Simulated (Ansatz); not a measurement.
# Strength of the Ga–Se bond: GaH(CH3)2(SeH2) → GaH(CH3)2 + H2Se

Species: GaH(CH3)2(SeH2), singlet; GaH(CH3)2, singlet; H2Se (hydrogen selenide) `[SeH2]`, singlet. 

Shapes, held fixed at every level: PBE0-D4/def2-TZVP. Flexible molecules stand in one conformer, not always the lowest. Programs: Ansatz 0.2.0. Electronic energies: no zero-point or thermal term.

Task: Estimate ΔE of this reaction.

Result: The highest level, CCSD(T)/def2-TZVPP, gives ΔE = +40.8 kJ/mol; the levels span +11.1 to +57.3. Both fragments are taken as closed shells, so no electrons are unpaired. The column of differences is taken from that level and isn't an error. No measured value is set beside it here. Relativity is left out for Ga, Se. Outer-core shells of Ga, Se are correlated in most correlated rows, in sets that cover them unevenly.

```
               level                   kind  ΔE (kJ/mol)  less CCSD(T)/def2-TZVPP
         HF/def2-SVP           Hartree–Fock        +11.1                    -29.7
    SPW92/def2-TZVPP                    LDA        +57.3                    +16.5
r2SCAN-D4/def2-TZVPP               meta-GGA        +41.9                     +1.1
 B3LYP-D4/def2-TZVPP          global hybrid        +37.0                     -3.8
  PBE0-D4/def2-TZVPP          global hybrid        +42.0                     +1.2
   B2PLYP/def2-TZVPP          double hybrid        +28.5                    -12.3
       CCSD/def2-SVP  coupled cluster or CI        +34.0                     -6.8
  CCSD(T)/def2-TZVPP  coupled cluster or CI        +40.8                      0.0
```

Every level binds the adduct, and CCSD(T) puts the cost of separating it at +40.8 kJ/mol, modest for a bond between main-group atoms. This fits a dative bond: a selenium lone pair donates into the empty, largely 4p orbital of three-coordinate gallium, and cleavage returns both electrons to H2Se. The donor is weak, since the lone pairs of H2Se are diffuse and poorly basic, and the methyl groups temper the acidity of gallium. Binding also requires the planar gallane to pyramidalise, which offsets part of the gain.

Electron correlation supplies most of the attraction: in the same basis, Hartree–Fock gives only +11.1 kJ/mol against +34.0 with CCSD. The low B2PLYP value may partly reflect the absence of the dispersion correction carried by the other hybrids. The close match of PBE0 and r2SCAN to CCSD(T) supports their use for this adduct, but not for Ga–Se bonds in general. A covalent gallium selenolate bond, in particular, should be much stronger.
